Dear colleague,

A heater smaller than the phonon mean free path runs hotter than Fourier's law predicts. Whether your 15 nm plug is such a heater depends on the host, so I set it up as a problem.

**Problem.** Model the top of a TiN heater plug as an isothermal hemisphere of radius $r=15$ nm on an adiabatic, specularly reflecting plane. It sends $P=10\ \mu$W into a semi-infinite grey phonon medium with $k=Cv\Lambda/3$. Its surface is black: it absorbs every arriving phonon and emits isotropically at its own temperature, $\Delta T$ above the far field. Typical inputs, assumed constant in temperature:

- (a) fcc Ge$_2$Sb$_2$Te$_5$ (GST): $k=0.5$ W/(m K), $C=1.3$ MJ/(m$^3$ K), $v=2000$ m/s;
- (b) silicon, as for a contact of the same size on the access device: $k=150$ W/(m K), with $C=0.93$ MJ/(m$^3$ K) and $v=1800$ m/s for the acoustic branches, dispersion averaged.

Find $\Lambda$, the thermal resistance, $k_{\rm eff}/k$ and $\Delta T$. For (a), compare with a typical TiN/GST boundary resistance $R_B=20$ m$^2$K/GW.

**Why the formula holds.** Take a full sphere first. For $r\gg\Lambda$,
$$R_F=\int_r^\infty\frac{d\rho}{4\pi k\rho^2}=\frac{1}{4\pi kr}.$$
For $r\ll\Lambda$ emitted phonons scatter far away and rarely return, so the incoming ones carry the far-field temperature. The excess intensity $Cv\Delta T/4\pi$, weighted by $\cos\theta$ over the outward half-space, gives the flux $Cv\Delta T/4$. Hence
$$Q_b=\pi r^2Cv\,\Delta T,\qquad R_b=\frac{1}{\pi r^2Cv},\qquad x\equiv\frac{R_F}{R_b}=\frac{3r}{4\Lambda}.$$
Here $\Delta T$ belongs to the heater. The local energy density just outside corresponds to $\Delta T/2$, since only half the directions are hot, and that convention would double $x$.

Adding the resistances and writing $R_F+R_b=1/(4\pi k_{\rm eff}r)$ gives
$$\frac{k_{\rm eff}}{k}=\frac{x}{1+x}.$$
Since $R_b=4\Lambda/(3kA)$ with $A=4\pi r^2$, this parallels the Sharvin plus Maxwell sum for a circular orifice of radius $a$, $4\Lambda/(3k\pi a^2)+1/(2ka)$. The mirror plane halves the heat flow, so the hemisphere has twice each resistance and the same $x$.

**Numbers.** For GST, $Cv=2.6$ GW/(m$^2$K), so $\Lambda=3k/Cv=0.58$ nm and $x=rCv/4k=19.5$. For silicon, $Cv=1.67$ GW/(m$^2$K). With $R_F=1/(2\pi kr)$ and $R_b=2/(\pi r^2Cv)$:

| | GST | Si |
|---|---|---|
| $\Lambda$ (nm) | 0.58 | 269 |
| $x$ | 19.5 | 0.042 |
| $R_F$ (K/$\mu$W) | 21.2 | 0.071 |
| $R_b$ (K/$\mu$W) | 1.09 | 1.69 |
| $R_F+R_b$ (K/$\mu$W) | 22.3 | 1.76 |
| $k_{\rm eff}/k$ | 0.95 | 0.040 |
| $\Delta T$, Fourier (K) | 212 | 0.71 |
| $\Delta T$, sum (K) | 223 | 18 |

**How good the sum is.** It is an interpolation. It has the right leading term in each limit and overstates the first correction in both.

For $r\gg\Lambda$, let $T(\rho)$ be the excess temperature of the medium and $q$ the radial flux. The near-diffusive intensity is $(CvT+3q\cos\theta)/4\pi$, with outward half-flux $CvT/4+q/2$. Setting this equal to $Cv\Delta T/4$ gives a jump $\Delta T-T(r)=2q/Cv=(2\Lambda/3)|dT/d\rho|$. With $T\propto1/\rho$,
$$R\simeq R_F\left(1+\frac{2\Lambda}{3r}\right),$$
whereas the sum has $4\Lambda/3r$. The exact planar boundary layer (the Milne problem) replaces $2/3$ by 0.71. In GST the excess over Fourier is therefore 2.6 % (two-moment) or 2.7 % (Milne), not the 5.1 % of the sum.

For $r\ll\Lambda$, the sphere fills a fraction $w=\tfrac12\left(1-\sqrt{1-r^2/\rho^2}\right)$ of the directions at distance $\rho$. The excess energy density $wC\Delta T$ scatters isotropically at the rate $v/\Lambda$, and a fraction $w$ of it goes back:
$$Q_{\rm back}=\frac{Cv\Delta T}{\Lambda}\int_r^\infty 4\pi\rho^2w^2\,d\rho=\frac{Cv\Delta T}{\Lambda}\,\frac{\pi r^3}{3}=Q_b\,\frac{r}{3\Lambda}.$$
So $R\simeq R_b(1+r/3\Lambda)$ to first order, whereas the sum has $3r/4\Lambda$. In silicon the excess over $R_b$ is 1.9 % rather than 4.2 %, which gives 1.72 K/$\mu$W against 1.76 K/$\mu$W. The sum serves well there because $R_b$ dominates.

**What rivals the effect.** In GST three things outweigh or blur it. First, the boundary: over the area $2\pi r^2=1414$ nm$^2$, $R_B$ gives 14 K/$\mu$W, 13 times $R_b$. A boundary resistance defined from extrapolated temperatures already contains the jump, so it replaces the ballistic term, and $R_F$ plus the boundary comes to 35 K/$\mu$W. Second, the shape: a flat isothermal disc has spreading resistance $1/(4kr)=33$ K/$\mu$W, a factor $\pi/2$ above the hemisphere. Third, a mean free path of 0.58 nm is a few atomic spacings, where the particle picture is marginal.

In silicon the sensitive input is $Cv$, which in the ballistic limit stands for the sum of $C_iv_i$ over modes. The cruder Debye-type set, typically $C=1.66$ MJ/(m$^3$ K) and $v=6400$ m/s, assigns sound speed to slow modes and gives $\Lambda=42$ nm, $x=0.27$ and $k_{\rm eff}/k=0.21$. A real interface with transmission $\alpha<1$ raises $R_b$ to $R_b/\alpha$, so for given $Cv$ the black value is a floor.

**Answer.** In the model the plug is diffusive in GST, with a size correction near 3 %, and ballistic in silicon, where it rises by about 18 K against the Fourier 0.71 K, as if $k$ were 6.0 W/(m K). These are the model's numbers. Its 22 to 35 K/$\mu$W describes only the upward phonon path through GST. Whole mushroom cells typically show a few K/$\mu$W, so the model is several to ten times too high as a cell resistance, because the metal plug, the dielectric and the carriers in hot GST conduct in parallel. An excess resistance in your cell points to the TiN/GST boundary and the contact shape, not to ballistic phonons.